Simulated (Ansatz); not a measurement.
# Gate voltage and capacitance of a Bi2Te3 quintuple layer charged by two gates, at the PBE-D3(BJ) level

A thin semiconductor channel between two gates holds as many carriers as the gate voltage and the capacitance allow. When the gates stand only a few ångström away, the capacitance is no longer given by the distance to the outermost atoms alone: the position of the induced charge and the filling of the bands also count. For a single Bi2Te3 quintuple layer, the gate voltage is calculated here for up to $10^{14}$ electrons or holes per cm². It is measured against the neutral layer, whose Fermi level lies at an arbitrary place in the gap. The capacitance is compared with the 3.54 μF/cm² of two vacuum gaps of 5 Å.

## Systems and settings

Ansatz 0.2.0, plane-wave Kohn-Sham DFT with its default PAW datasets, PBE-D3(BJ), Coulomb interaction cut off along the normal. The layer is relaxed neutral (cell and atoms), then held. Two charged sheets, each with half the counter-charge, stand 5 Å outside the outermost atoms on both sides, behind a model barrier of 10 eV placed 1.5 Å nearer; the layer holds the opposite charge. Mesh 36×36×1, Fermi-Dirac smearing of 0.026 eV, spin-paired, no spin-orbit coupling. The voltage is read from the planar potential behind the sheets (their mean) against the layer's Fermi level.

Notes on method and selection:

- A vacuum gap of 5 Å on each side alone has a capacitance of 3.54 μF/cm².
- The capacitance is the series of the electrostatic and the quantum capacitance; at few carriers the latter depends on mesh and smearing.
- The neutral layer's Kohn-Sham gap along the symmetry path is 1.06 eV, with the valence top between K and Γ and the conduction bottom at Γ.
- In a layer with a gap the smearing places the neutral Fermi level somewhere in the gap, so the zero of voltage is arbitrary and only the window between the branches counts.
- Densities at which electrons spill towards the barrier, and series whose voltage is not monotonic, are not listed.
- Runs in which the search for lower states was switched off are not listed.
- Work functions and vacuum levels are read from the electrostatic potential (Hartree and local ionic parts), which a warning of a rough exchange-correlation potential in thin density does not concern.
- The default PAW datasets of this version of Ansatz are the set soft_2.
- Runs that did not converge, have known faults or may not be shown are not listed, and runs on Ansatz's PAW sets soft_1 and soft_2 are kept to separate tables.

Columns:

- carrier density (10¹³ cm⁻²): electrons added per area, negative for holes.
- gate voltage (V): gate voltage less that of the neutral layer.
- capacitance (μF/cm²): differential capacitance e·Δn/ΔV from the previous row to this one.
- equivalent distance (Å): vacuum distance with that capacitance, 2ε₀/C.

## Numbers

| member | branch | carrier density (10¹³ cm⁻²) | gate voltage (V) | capacitance (μF/cm²) | equivalent distance (Å) |
| --- | --- | --- | --- | --- | --- |
| −10 | holes | −10 | −4.031 | – | – |
| −6 | holes | −6 | −2.628 | 4.57 | 3.88 |
| −3 | holes | −3 | −1.577 | 4.57 | 3.87 |
| −1 | holes | −1 | −0.865 | 4.50 | 3.94 |
| +1 | electrons | 1 | 0.987 | – | – |
| +3 | electrons | 3 | 1.759 | 4.15 | 4.26 |
| +6 | electrons | 6 | 2.859 | 4.37 | 4.05 |
| +10 | electrons | 10 | 4.245 | 4.62 | 3.83 |

Least-squares fits to the whole series, with x = carrier density (10¹³ cm⁻²); R² and errors in the fitted variable (y, or ln y where the fit is in ln y):

| y | branch | members | fit | R² | rms residual | leave-one-out rms | the same for the mean of the others |
| --- | --- | --- | --- | --- | --- | --- | --- |
| gate voltage (V) | holes | 4 | y = −0.5178 + 0.3515 x | 1.00 | 0.0034 | 0.0077 | 1.6 |
| gate voltage (V) | electrons | 4 | y = 0.6562 + 0.3613 x | 1.00 | 0.028 | 0.074 | 1.6 |

## Reading the trend

Within each branch the voltage rises almost linearly with carrier density, by about 0.35 V per $10^{13}$ cm⁻² for holes and 0.36 V for electrons. Between the branches it jumps: from −1 to +1 it changes by 0.987 + 0.865 = 1.852 V, against 1.577 − 0.865 = 0.712 V for the equally large step from −3 to −1. The capacitance exceeds that of the vacuum gap in every interval, by a factor between 4.15 / 3.54 = 1.17 and 4.62 / 3.54 = 1.31.

A model with three parameters follows from three assumptions: the layer is rigid, each gate takes half the counter-charge, and both band edges have the same constant density of states $D$ per energy and area.

1. For $n$ added electrons per area (negative for holes), the field in each gap is $en/(2\varepsilon_0)$. Over the distance $d$ from a gate to the effective plane of the induced charge, the voltage is $end/(2\varepsilon_0)$.
2. Filling the band shifts the Fermi level by $n/D$, which adds $n/(eD)$ to the voltage.
3. Electrons enter at the conduction edge and holes at the valence edge, so the starting voltages of the branches differ by the gap, $V_c - V_v = E_g/e$.

The sum is

$$V = V_{v,c} + \frac{en}{C}, \qquad \frac{1}{C} = \frac{d}{2\varepsilon_0} + \frac{1}{e^2 D}.$$

With $x$ in $10^{13}$ cm⁻² and $C$ in μF/cm², the slope is $s = 1.602/C$ volts per unit of $x$, where 1.602 μC/cm² is the charge of $10^{13}$ electrons per cm².

Band filling can only lower $C$, so it cannot explain a capacitance above that of the gap. In this model $d$ must be shorter than 5 Å. The reason is that the electron cloud extends beyond the outermost nuclei, from which the 5 Å are counted, and the layer screens the field in this outer region. The equivalent distances of 3.83 to 4.26 Å put the effective plane at least 0.7 to 1.2 Å outside those nuclei.

## Fixing and testing the model

The slope and the valence starting voltage are fixed on the members −10 and −1, and the gap is taken as the 1.06 eV of the neutral layer. No electron-doped member enters the adjustment, so that branch tests the model, though only the sum of starting voltage and charging, not each part alone.

The slope is $s$ = (4.031 − 0.865) / 9 = 0.3518 V per $10^{13}$ cm⁻², which corresponds to $C$ = 1.602 / 0.3518 = 4.55 μF/cm². The starting voltages are

- holes: $V_v$ = −0.865 + 0.352 = −0.513 V
- electrons: $V_c$ = −0.513 + 1.06 = 0.547 V

Four other members then follow:

- −3: −0.513 − 3 × 0.3518 = −1.568 V, against −1.577 V in the table; computed less model −0.009 V.
- +1: 0.547 + 1 × 0.3518 = 0.899 V, against 0.987 V; +0.088 V.
- +6: 0.547 + 6 × 0.3518 = 2.658 V, against 2.859 V; 2.859 − 2.658 = 0.201 V.
- +10: 0.547 + 10 × 0.3518 = 4.065 V, against 4.245 V; 4.245 − 4.065 = 0.180 V.

The same sums miss by −0.004 V at −6 and by about +0.16 V at +3. Over the six members not used to fix the model, the rms miss is 0.13 V. For comparison, predicting each of the four members of a branch by the mean of the other three gives an rms miss of 1.6 V in either branch. The hole line and the neutral gap together thus place the electron branch to within about 0.2 V, but partly because two errors offset each other. Measured from the same neutral Fermi level, the valence edge of the neutral layer lies below the fitted $V_v$, and the conduction edge lies below $V_c$ by about as much. With the line started at the actual conduction edge, every electron-doped member would miss by more, and the largest miss would be clearly above 0.2 V.

## Where the trend breaks

Largest departures from the fit to the whole series:

| member | branch | gate voltage (V) | fit | computed − fit | in rms residuals |
| --- | --- | --- | --- | --- | --- |
| −3 | holes | −1.577 | −1.572 | −0.005 | 1.4 |
| −1 | holes | −0.865 | −0.869 | +0.004 | 1.3 |
| +6 | electrons | 2.859 | 2.824 | +0.035 | 1.3 |
| +1 | electrons | 0.987 | 1.018 | −0.031 | 1.1 |

The lines fitted separately to each branch miss by at most 0.035 V. The model of the previous section, which takes only the hole line and the neutral gap, fares worse. All four electron-doped members lie above it, by 0.09 to 0.20 V. The two remaining hole-doped members agree within 0.01 V, but they lie between the two that fix the line and so test only its straightness. The third assumption fails for holes as well: their line does not start at the valence edge of the neutral layer but inside the gap, off the edge by far more than 0.01 V. Smearing can account for the direction of this shift, since with many valence states near the edge a few holes leave the Fermi level still in the gap.

The assumption most in doubt is the common, constant density of states. The conduction bottom at Γ is a single valley, while the valence top between K and Γ occurs in six equivalent copies. Unless the band masses offset this, electrons find fewer states per energy and need more voltage, which is the sign of the departure. The gap also widens slightly as electrons are added, but this covers only a minor part of the excess.

The excess builds up fastest at low density and shrinks between +6 and +10, as the capacitance climbs from 4.15 to 4.62 μF/cm². Two effects can raise it: further conduction states come within reach, and the positive gates pull the added electrons outwards, which shortens $d$. The voltages contain only their sum. At the lowest densities, mesh and smearing also affect the result.

## Summary

From 1 to 10 × $10^{13}$ carriers per cm² of either sign, the layer charges nearly linearly, with a capacitance 17 to 31 % above that of the vacuum gap. The gain is best read as a length of about 1 Å taken off the gap, so it should matter less for more distant gates.

The hole line and the neutral gap give the electron branch to about 0.2 V, in part through offsetting errors, since neither starting voltage of the model coincides with the band edge it stands for. Two limits of the calculation act mainly on the window between the branches and may well outweigh the misses of the model. Spin-orbit coupling, left out here but strong in this compound, would narrow the window considerably. Correcting the usual underestimate of gaps by a semilocal functional would widen it. Letting the held atoms respond to the charge would raise the capacitance.
